# Cumulant force constants and exact phonons at commensurate wavevectors

A frozen-phonon calculation displaces one atom in a periodic supercell and reads the forces on all atoms. The periodic boundary conditions displace every image of that atom as well, so the forces deliver sums of force constants over images, called cumulant force constants (Parlinski, Li and Kawazoe, 1997). We show that these sums give the exact dynamical matrix at $|\det S|$ wavevectors, however far the interactions reach, and that they hold no information about any other wavevector.

## 1. Premises and conventions

Primitive vectors $\mathbf a_j$ and reciprocal vectors $\mathbf b_k$ obey $\mathbf a_j\cdot\mathbf b_k=2\pi\delta_{jk}$. Cells sit at $\mathbf R=\sum_j n_j\mathbf a_j$ with integer $n_j$. The index $\kappa=1,\dots,r$ labels the atoms of a cell, of mass $M_\kappa$, and $\mu,\nu$ are Cartesian indices.

**P1 (harmonic crystal).** The nuclei move on a Born–Oppenheimer surface $U$, the reference structure is an equilibrium, and forces are kept to first order in the displacements $u$:

$$F_\nu(\mathbf R'\kappa')=-\sum_{\mathbf R\kappa\mu}\Phi_{\mu\nu}(\mathbf R\kappa,\mathbf R'\kappa')\,u_\mu(\mathbf R\kappa),\qquad \Phi_{\mu\nu}=\frac{\partial^2U}{\partial u_\mu(\mathbf R\kappa)\,\partial u_\nu(\mathbf R'\kappa')}.\tag{1}$$

**P2 (lattice periodicity).** $\Phi$ depends on the cells only through their difference: $\Phi(\mathbf R\kappa,\mathbf R'\kappa')=\Phi^{\kappa\kappa'}(\mathbf R'-\mathbf R)$, a $3\times3$ block.

**P3 (convergence).** $\sum_{\mathbf R}|\Phi^{\kappa\kappa'}_{\mu\nu}(\mathbf R)|$ is finite, so lattice sums may be regrouped freely. No cutoff is assumed. Section 7 treats polar crystals, where P3 fails.

**P4 (supercell).** The supercell vectors are $\mathbf A_i=\sum_jS_{ij}\mathbf a_j$ with an integer matrix $S$, $\det S\neq0$. The calculation describes the infinite crystal with the displacement pattern repeated at every $\mathbf L=\sum_im_i\mathbf A_i$, $m_i$ integer, on the same surface $U$.

Inserting $u_\mu(\mathbf R\kappa)=M_\kappa^{-1/2}\epsilon_{\kappa\mu}e^{i(\mathbf q\cdot\mathbf R-\omega t)}$ into Newton's equations, with the symmetry of second derivatives and P2, gives $\omega^2\epsilon=D(\mathbf q)\epsilon$, where

$$D^{\kappa\kappa'}(\mathbf q)=\frac{1}{\sqrt{M_\kappa M_{\kappa'}}}\sum_{\mathbf R}\Phi^{\kappa\kappa'}(\mathbf R)\,e^{i\mathbf q\cdot\mathbf R}.\tag{2}$$

The phase contains the cell vector only, so $D(\mathbf q+\mathbf G)=D(\mathbf q)$ for a reciprocal lattice vector $\mathbf G$. Phases built on atomic positions differ by a diagonal unitary transformation and give the same frequencies.

## 2. What the supercell forces deliver

Displace atom $\kappa$ of cell $\mathbf 0$ by $u$ along $\mu$. By P4 atom $\kappa$ of every cell $\mathbf L$ moves by the same amount. Equation (1) is linear, so the contributions add:

$$F_\nu(\mathbf R\kappa')=-u\sum_{\mathbf L}\Phi_{\mu\nu}(\mathbf L\kappa,\mathbf R\kappa')=-u\sum_{\mathbf L}\Phi^{\kappa\kappa'}_{\mu\nu}(\mathbf R-\mathbf L).$$

The second equality is P2. The set of $\mathbf L$ contains $-\mathbf L$ with every $\mathbf L$, so the sign can be flipped, and $-F_\nu/u$ equals

$$\Phi_{\rm SC}^{\kappa\kappa'}(\mathbf R)=\sum_{\mathbf L}\Phi^{\kappa\kappa'}(\mathbf R+\mathbf L).\tag{3}$$

Shifting $\mathbf R$ by any $\mathbf L'$ only relabels the sum, so $\Phi_{\rm SC}$ is periodic in the supercell. The on-site block also changes: it holds the coupling of the atom to its own images. The acoustic sum rule survives. A rigid translation produces no force, so $\sum_{\mathbf R\kappa'}\Phi^{\kappa\kappa'}(\mathbf R)=0$, and the sum of (3) over the atoms of one supercell is that same sum.

## 3. Exactness

**Step 1: classes of cells.** Call two cells equivalent if they differ by an $\mathbf L$. The supercell volume is $|\det S|$ primitive volumes, so there are $N=|\det S|$ classes. Pick one representative $\mathbf R_s$ of each; every $\mathbf R$ is then $\mathbf R_s+\mathbf L$ in exactly one way.

**Step 2: regroup.** By P3, equation (2) can be summed class by class:

$$\sqrt{M_\kappa M_{\kappa'}}\,D^{\kappa\kappa'}(\mathbf q)=\sum_{s=1}^{N}e^{i\mathbf q\cdot\mathbf R_s}\sum_{\mathbf L}\Phi^{\kappa\kappa'}(\mathbf R_s+\mathbf L)\,e^{i\mathbf q\cdot\mathbf L}.$$

**Step 3: compare.** From the supercell data one builds

$$\sqrt{M_\kappa M_{\kappa'}}\,D_{\rm SC}^{\kappa\kappa'}(\mathbf q)=\sum_{s=1}^{N}\Phi^{\kappa\kappa'}_{\rm SC}(\mathbf R_s)\,e^{i\mathbf q\cdot\mathbf R_s}.\tag{4}$$

Inserting (3) and subtracting gives

$$\sqrt{M_\kappa M_{\kappa'}}\,\big[D-D_{\rm SC}\big]^{\kappa\kappa'}=\sum_s\sum_{\mathbf L}\Phi^{\kappa\kappa'}(\mathbf R_s+\mathbf L)\,e^{i\mathbf q\cdot\mathbf R_s}\big(e^{i\mathbf q\cdot\mathbf L}-1\big).\tag{5}$$

**Step 4: sufficiency.** If $e^{i\mathbf q\cdot\mathbf L}=1$ for all $\mathbf L$, each term of (5) vanishes by itself, whatever the size of $\Phi$, and $D_{\rm SC}(\mathbf q)=D(\mathbf q)$. Frequencies and eigenvectors are both exact. Such $\mathbf q$ are called commensurate. There the choice of representatives is immaterial, since $e^{i\mathbf q\cdot(\mathbf R_s+\mathbf L)}=e^{i\mathbf q\cdot\mathbf R_s}$. The same holds when a block is shared among several images with weights that add to one, as codes do for equidistant images.

**Step 5: necessity.** Couple each atom only to its images at $\pm\mathbf L_0$, with scalar constants $\Phi(\pm\mathbf L_0)=-K$ and $\Phi(\mathbf 0)=2K$. Then $\Phi_{\rm SC}=0$ and $D_{\rm SC}=0$, while $MD=2K(1-\cos\mathbf q\cdot\mathbf L_0)$. They agree only if $e^{i\mathbf q\cdot\mathbf L_0}=1$. Exactness for arbitrary force constants thus requires the condition for every $\mathbf L$.

**An infinite-range test.** Take a chain of unit spacing with $\Phi(n)=-Ks^{|n|}$ for $n\neq0$, $0<s<1$, and $\Phi(0)=2Ks/(1-s)$ from the sum rule. A two-cell supercell collects the odd and the even $n$: $\Phi_{\rm SC}(1)=-2Ks/(1-s^2)$ and $\Phi_{\rm SC}(0)=2Ks/(1-s)-2Ks^2/(1-s^2)=2Ks/(1-s^2)$. At $q=\pi$, equation (4) gives $4Ks/(1-s^2)$. The full sum $2K\sum_{n\ge1}s^n(1-\cos n\pi)=4K(s+s^3+\dots)$ has the same value.

## 4. Which wavevectors, and how many

Write $\mathbf q=\sum_kq_k\mathbf b_k$ and let $q$ be the column of reduced coordinates. Then

$$\mathbf q\cdot\mathbf A_i=\sum_{jk}S_{ij}q_k\,\mathbf a_j\cdot\mathbf b_k=2\pi(Sq)_i .$$

The condition for all $\mathbf L$ is equivalent to the condition for the three generators $\mathbf A_i$, so

$$Sq\in\mathbb Z^3,\qquad\text{that is}\qquad q=S^{-1}k,\quad k\in\mathbb Z^3.\tag{6}$$

If a code stores the supercell vectors as $\mathbf A_i=\sum_jS_{ji}\mathbf a_j$, read $S^{T}$ for $S$. Two solutions $S^{-1}k$ and $S^{-1}k'$ are the same point of the Brillouin zone when they differ by an integer vector, which means $k-k'\in S\mathbb Z^3$. The lattice $S\mathbb Z^3$ has cell volume $|\det S|$, and $\mathbb Z^3$ has one point per unit volume, so there are $N=|\det S|$ distinct commensurate wavevectors. They are the reciprocal lattice vectors of the supercell, taken modulo $\mathbf G$.

## 5. The supercell holds these points and nothing else

For a lattice vector $\mathbf R$ with integer column $n$, let $T(\mathbf R)=\sum_{\mathbf q}e^{i\mathbf q\cdot\mathbf R}$ over the $N$ commensurate points. If $\mathbf R$ is a supercell vector, every term is 1 and $T=N$. Supercell vectors have $n=S^Tm$ with integer $m$, so for any other $\mathbf R$ some component $j$ of $(S^{T})^{-1}n$ is not an integer. That component equals $q_0\cdot n$, where $q_0$ is column $j$ of $S^{-1}$, a commensurate point; hence $e^{i\mathbf q_0\cdot\mathbf R}\neq1$. Adding $\mathbf q_0$ to every point permutes the set modulo $\mathbf G$, so $T=e^{i\mathbf q_0\cdot\mathbf R}\,T$ and $T=0$.

Multiply (4) by $e^{-i\mathbf q\cdot\mathbf R_{s'}}$, sum over the commensurate points and use $D_{\rm SC}=D$ there:

$$\Phi_{\rm SC}^{\kappa\kappa'}(\mathbf R_s)=\frac{\sqrt{M_\kappa M_{\kappa'}}}{N}\sum_{\mathbf q}D^{\kappa\kappa'}(\mathbf q)\,e^{-i\mathbf q\cdot\mathbf R_s}.\tag{7}$$

Equations (4) and (7) are a discrete Fourier pair, and three consequences follow. A supercell calculation and a linear-response calculation on the same $N$-point grid carry the same information. Two crystals whose $D$ agree on the grid cannot be told apart by harmonic forces in this supercell. The $N$ patterns $e^{i\mathbf q\cdot\mathbf R_s}/\sqrt N$ are orthonormal and bring the mass-weighted $3rN\times3rN$ supercell matrix to $N$ blocks $D(\mathbf q)$, so its eigenvalues are the $\omega^2$ of all commensurate points together.

## 6. Silicon in the 8-atom cubic cell

**Wavevectors.** With $\mathbf a_1=\frac a2(0,1,1)$, $\mathbf a_2=\frac a2(1,0,1)$, $\mathbf a_3=\frac a2(1,1,0)$, the cube edge is $a(1,0,0)=-\mathbf a_1+\mathbf a_2+\mathbf a_3$, and cyclically:

$$S=\begin{pmatrix}-1&1&1\\1&-1&1\\1&1&-1\end{pmatrix},\qquad\det S=4,\qquad S^{-1}=\frac12\begin{pmatrix}0&1&1\\1&0&1\\1&1&0\end{pmatrix}.$$

The four points are $q=0$ and the columns of $S^{-1}$. With $\mathbf b_2=\frac{2\pi}a(1,-1,1)$ and $\mathbf b_3=\frac{2\pi}a(1,1,-1)$, the column $(0,\frac12,\frac12)$ is $\frac{2\pi}{a}(1,0,0)$, an X point; the other two are X along $y$ and $z$. The 24 modes of the cell are 6 at Γ and 6 at each X. The L point $q=(\frac12,\frac12,\frac12)$, or $\frac\pi a(1,1,1)$, has $Sq=(\frac12,\frac12,\frac12)$ and is not commensurate.

**Folding.** Atom A is at the origin and its four B neighbours at $\frac a4\mathbf e_n$, with $\mathbf e_1=(1,1,1)$, $\mathbf e_2=(1,-1,-1)$, $\mathbf e_3=(-1,1,-1)$, $\mathbf e_4=(-1,-1,1)$. These obey $\sum_n\mathbf e_n=0$ and $\sum_n\mathbf e_n\mathbf e_n^T=4I$. The four second neighbours $\frac a2(\pm1,\pm1,0)$ are one and the same atom of the cell. Third neighbours such as $\frac a4(-3,1,1)$ and fifth neighbours such as $\frac a4(-3,-3,1)$ fold onto the first neighbour at $\frac a4\mathbf e_1$, and fourth neighbours $a(1,0,0)$ fold onto the on-site block.

**A model with known force constants.** To compare $D_{\rm SC}$ with $D$ we need a full $\Phi$. The Keating energy (1966), with each bond and each pair of bonds at an atom counted once and bond length $d^2=3a^2/16$, is

$$U=\frac{2\alpha}{a^2}\sum_{\rm bonds}(\mathbf r\cdot\mathbf r-d^2)^2+\frac{2\beta}{a^2}\sum_{\rm angles}(\mathbf r_j\cdot\mathbf r_k+d^2/3)^2 .$$

Let $\boldsymbol\Delta_n$ be the displacement of neighbour $n$ minus that of the central atom. The brackets vanish at equilibrium, so their linear parts fix the harmonic energy: $\frac\alpha2(\mathbf e_n\cdot\boldsymbol\Delta_n)^2$ per bond and $\frac\beta8(\mathbf e_j\cdot\boldsymbol\Delta_k+\mathbf e_k\cdot\boldsymbol\Delta_j)^2$ per angle. Bonds from B point along $-\mathbf e_n$, which leaves the squares unchanged.

A diagonal strain gives $\boldsymbol\Delta_n=\frac a4\varepsilon\,\mathbf e_n$ and, by symmetry, no relative shift of the sublattices. The 4 bonds and 12 angles in the volume $a^3/4$ give the energy density $\frac{\alpha}{2a}(\varepsilon_x+\varepsilon_y+\varepsilon_z)^2+\frac{\beta}{2a}\big[3\sum_i\varepsilon_i^2-2\sum_{i<j}\varepsilon_i\varepsilon_j\big]$. Matching to $\frac12C_{11}\sum_i\varepsilon_i^2+C_{12}\sum_{i<j}\varepsilon_i\varepsilon_j$ gives $aC_{11}=\alpha+3\beta$ and $aC_{12}=\alpha-\beta$. We fit to the measured $C_{11}=165.64$ GPa and $C_{12}=63.94$ GPa (temperature not stated; as listed by Oses 2018), and take as given inputs the approximate values $a=5.431$ Å and $M=28.086$ u:

$$\alpha=\tfrac a4(C_{11}+3C_{12})=48.53\ \text{N/m}=3.029\ \text{eV/Å}^2,\qquad\beta=\tfrac a4(C_{11}-C_{12})=13.81\ \text{N/m}=0.862\ \text{eV/Å}^2 .$$

A term $\frac c2Q^2$ with $Q$ linear in the displacements contributes $c\,\mathbf g_i\mathbf g_j^T$ to $\Phi(i,j)$, where $\mathbf g_i=\partial Q/\partial\mathbf u_i$.

- First neighbour $n$: the bond gives $-\alpha\,\mathbf e_n\mathbf e_n^T$. The three angles at A give $-\frac\beta4\sum_{k\ne n}(\mathbf e_n+\mathbf e_k)\mathbf e_k^T=-\frac\beta4(4I-2\mathbf e_n\mathbf e_n^T)$, and the three at B give the transpose, which is the same. The total is $-(\alpha-\beta)\mathbf e_n\mathbf e_n^T-2\beta I$.
- Second neighbour of A at $\frac a4(\mathbf e_m-\mathbf e_k)$: one angle, at the B atom on bond $m$, gives $\frac\beta4\mathbf e_k\mathbf e_m^T$. For a B atom the block at the same vector is the transpose.
- On site: the first-neighbour blocks add to $-4(\alpha+\beta)I$ and the twelve second-neighbour blocks to $-\beta I$, so the sum rule gives $(4\alpha+5\beta)I$.

**Cumulant blocks.** The vectors $\frac a2(\pm1,\pm1,0)$ come from the pairs $(m,k)=(1,4),(4,1),(2,3),(3,2)$, so (3) gives

$$\Phi_{\rm SC}=\tfrac\beta4\big[\mathbf e_4\mathbf e_1^T+\mathbf e_1\mathbf e_4^T+\mathbf e_3\mathbf e_2^T+\mathbf e_2\mathbf e_3^T\big]=\beta\,\mathrm{diag}(-1,-1,+1).$$

The other two classes give $\beta\,\mathrm{diag}(-1,1,-1)$ and $\beta\,\mathrm{diag}(1,-1,-1)$. The other blocks are unchanged in this model. Every off-diagonal element of the second-neighbour blocks has cancelled. Displacing A by a typical 0.01 Å along $x$ in the infinite crystal pushes the atom at $\frac a2(1,1,0)$ with 2.15 meV/Å along each of $x$, $y$, $z$; the supercell reports 8.62 meV/Å along $x$ and nothing along $y$ or $z$.

**Full dynamical matrix.** With B at $\frac a4\mathbf e_1$ in cell $\mathbf 0$, the four B neighbours lie in cells $\mathbf 0,-\mathbf a_1,-\mathbf a_2,-\mathbf a_3$, with phases $p=(1,e^{-2\pi iq_1},e^{-2\pi iq_2},e^{-2\pi iq_3})$. The second neighbour $(m,k)$ has phase $p_mp_k^*$. With $\mathbf w=\sum_np_n\mathbf e_n$, the sum over $m\ne k$ is $\frac\beta4(\mathbf w^*\mathbf w^T-4I)$, and (2) becomes

$$MD^{AA}=4(\alpha+\beta)I+\tfrac\beta4\mathbf w^*\mathbf w^T,\qquad MD^{AB}=-\sum_np_n\big[(\alpha-\beta)\mathbf e_n\mathbf e_n^T+2\beta I\big],$$

with $D^{BB}=(D^{AA})^*$ and $D^{BA}=(D^{AB})^\dagger$.

**Γ.** All $p_n=1$ and $\mathbf w=0$, so $MD^{AA}=4(\alpha+\beta)I=-MD^{AB}$ and $M\omega^2=0$ or $8(\alpha+\beta)$, each threefold. The cumulant route gives $(4\alpha+5\beta)I-\beta I$ for the AA block, the same.

**X along $x$.** Here $p=(1,1,-1,-1)$ and $\mathbf w=(4,0,0)$, so $MD^{AA}=\mathrm{diag}(4\alpha+8\beta,\,4\alpha+4\beta,\,4\alpha+4\beta)$. In $MD^{AB}$ only the $yz$ and $zy$ elements survive, both $-4(\alpha-\beta)$. In the cumulant route the classes $\frac a2(1,1,0)$ and $\frac a2(1,0,1)$ have phase $-1$ and $\frac a2(0,1,1)$ has $+1$, which adds $\beta\,\mathrm{diag}(3,-1,-1)$ to $(4\alpha+5\beta)I$ and gives the same block. The eigenvalues, each twofold, are $4\alpha+8\beta$ (longitudinal) and $4(\alpha+\beta)\pm4(\alpha-\beta)$, that is $8\alpha$ and $8\beta$.

**L.** Now $p=(1,-1,-1,-1)$ and $\mathbf w=2\mathbf e_1$, so $MD^{AA}=4(\alpha+\beta)I+\beta\,\mathbf e_1\mathbf e_1^T$ and $MD^{AB}=4\alpha I-2(\alpha-\beta)\mathbf e_1\mathbf e_1^T$. The matrix $\mathbf e_1\mathbf e_1^T$ acts as 3 on longitudinal and 0 on transverse vectors, and $M\omega^2$ is the AA value plus or minus the AB value. In the supercell route each cumulant block is shared equally among its four images, whose mean phase $\cos(q_xa/2)\cos(q_ya/2)$, in Cartesian components of $\mathbf q$, vanishes at L. This leaves $MD^{AA}_{\rm SC}=(4\alpha+5\beta)I$.

Wavenumbers follow from $\tilde\nu=\omega/2\pi c=24.583\ \text{cm}^{-1}\times\sqrt{M\omega^2/(\text{N/m})}$:

| Mode | $M\omega^2$, full | cm⁻¹ | $M\omega^2$, 8-atom cell | cm⁻¹ |
|---|---|---|---|---|
| Γ optical | $8(\alpha+\beta)$ | 549 | same | 549 |
| TA(X) | $8\beta$ | 258 | same | 258 |
| LA, LO(X) | $4\alpha+8\beta$ | 429 | same | 429 |
| TO(X) | $8\alpha$ | 484 | same | 484 |
| TA(L) | $4\beta$ | 183 | $5\beta$ | 204 |
| LA(L) | $2\alpha+13\beta$ | 409 | $2\alpha+11\beta$ | 388 |
| LO(L) | $6\alpha+\beta$ | 429 | $6\alpha-\beta$ | 409 |
| TO(L) | $8\alpha+4\beta$ | 518 | $8\alpha+5\beta$ | 526 |

Γ and X are reproduced identically although part of $\Phi$ was lost. At L the interpolated TA frequency is high by the factor $\sqrt{5/4}$, or 11.8%. The model's Γ frequency, which was not fitted, lies 6.2% above the measured 517 cm⁻¹ (300 K; as listed by Ioffe Institute). That error belongs to the harmonic two-parameter model and not to the supercell, which returns whatever $U$ implies. To obtain L exactly, choose $S$ to contain it: $S=2I$ (16 atoms) gives Γ, four L and three X points, and $S=\mathrm{diag}(2,1,1)$ (4 atoms) gives Γ and the L point $(\frac12,0,0)$.

## 7. Range of validity

**Meaning of exact.** The result concerns the harmonic matrix of the chosen energy surface. The electronic sampling must describe the same surface in both cells: equal basis quality and a supercell $k$-point grid that unfolds onto the primitive one. Metals also need the same smearing.

**Finite displacement.** A one-sided difference $-F(u)/u$ carries a term of order $u$ from cubic anharmonicity. The central form $-[F(u)-F(-u)]/2u$ cancels it and leaves order $u^2$. In Si a twofold axis through the atom turns $+x$ into $-x$, so symmetry supplies $F(-u)$.

**Off the grid.** For $\mathbf q=\mathbf q_c+\delta\mathbf q$ with $\mathbf q_c$ commensurate, the factor in (5) obeys $|e^{i\mathbf q\cdot\mathbf L}-1|\le\min(2,|\delta\mathbf q||\mathbf L|)$. The interpolation error is thus bounded by the constants that reach beyond the chosen representatives. It vanishes for all $\mathbf q$ when $\Phi$ is zero outside the interior of the Wigner–Seitz cell of the supercell and each representative is the nearest image. Group and sound velocities are derivatives in $\mathbf q$, and densities of states and heat capacities are zone integrals; none of them is covered.

**Polar crystals.** With nonzero Born charges (GaAs, SiC, GaN) $\Phi$ falls as $1/R^3$ and P3 fails. Section 5 supplies the remedy: the periodic one-atom displacement is $T(\mathbf R)/N$, a superposition of $N$ waves to which the crystal responds independently. A wave with $\mathbf q\neq0$ has no net dipole in the supercell, and its field is a periodic Fourier component that the calculation includes, so $D$ stays exact there. At Γ the limit of $D$ depends on the direction of approach. The usual periodic calculation sets the average field to zero and returns the analytic part, so the term that splits LO from TO must be added from the Born charges and the high-frequency dielectric tensor. In Si, inversion through the bond centre makes the Born charges of A and B equal and charge neutrality makes them opposite, so both vanish. The remaining electrostatic tail is quadrupolar, $1/R^5$, and P3 holds.

**Trajectories.** Molecular dynamics in a periodic cell samples only supercell-periodic displacements. Force constants fitted to it, with all blocks of the cell left free, are cumulant constants of a temperature-dependent effective harmonic model, and they fix its dynamical matrix at the same $|\det S|$ wavevectors within the statistical error. A distance cutoff that removes blocks of the cell from the fit forfeits this guarantee.